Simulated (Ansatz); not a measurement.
**Mo: energy along a strain**

Mo, P6/mmm, a = 2.736 Å, c = 2.555 Å (as given, not relaxed at this level: 0.5 GPa). This isn't the element's structure at ambient conditions. Ansatz: r2SCAN, PAW, 500 eV, Γ-centred 18×18×18 mesh on 1 atom, Gaussian smearing 0.15 eV; no spin polarisation. Cell vectors (Å): 2.736 0.000 0.000; -1.368 2.369 0.000; 0.000 0.000 2.555. The cell is strained by x per cent times the pattern (1 0 0 0 0 0) in the order xx yy zz yz xz xy (engineering shears), with fractional coordinates held. y is the free energy over the start, V0 = 16.559 Å³/atom.

| x (%) | y (meV/atom) |
| --- | --- |
| -4.00 | ? |
| -3.00 | 20.55 |
| -2.00 | 10.35 |
| -1.00 | 3.67 |
| 0.00 | 0.00 |
| 1.00 | -1.20 |
| 2.00 | -0.38 |
| 3.00 | 2.38 |
| 3.50 | 4.49 |
| 4.00 | 7.10 |

Task: Fit y = c1 x + c2 x² + c3 x³ to the other rows, get the stiffness along the pattern, and predict the missing energy.

Result: Least squares on the rows shown. y = −2.4972 x + 1.2758 x² − 0.054168 x³. The clamped-ion stiffness p·C·p = 2 × 12.76 eV × 160.2 / 16.559 Å³ = 247 GPa, which is C11 in these axes (second derivative at the start, which stands under stress). With a term in x⁴ added, the coefficient of x² becomes 1.215, 5 % less, which shows how far this figure hangs on the form. At x = -4.00 the fit asked for gives 33.87 meV/atom. The run gave 34.81 meV/atom, so the fit is 0.94 meV/atom too low, 2.6 % of the span of the series, against an rms of 0.13 meV/atom on the fitted rows. The row lies outside the fitted range. With a term in x⁴ added, a fit to the same known rows predicts 35.24 meV/atom, a smaller miss on the other side.

The energy is lowest near 1 % extension, not at the start, so the cell is under in-plane compression. Because the stated mean pressure is only 0.5 GPa, this suggests tension along c: the misfit lies mainly in the axial ratio rather than in the volume. The negative cubic term means that the lattice stiffens on compression and softens on extension, as expected when overlap repulsion rises faster than d-band bonding changes with distance.

A C11 of 247 GPa is substantial, but well below that of bcc Mo. There, a nearly half-filled d band fills mostly bonding states below a pseudogap, giving strong resistance to distortion; the simple hexagonal arrangement probably uses this filling less favourably. With one atom per primitive cell there is no internal coordinate to relax, so the clamped-ion value already includes the full static response to this homogeneous strain. The positive curvature shows resistance to this one distortion only, and doesn't establish stability against shear or finite-wavelength phonons.
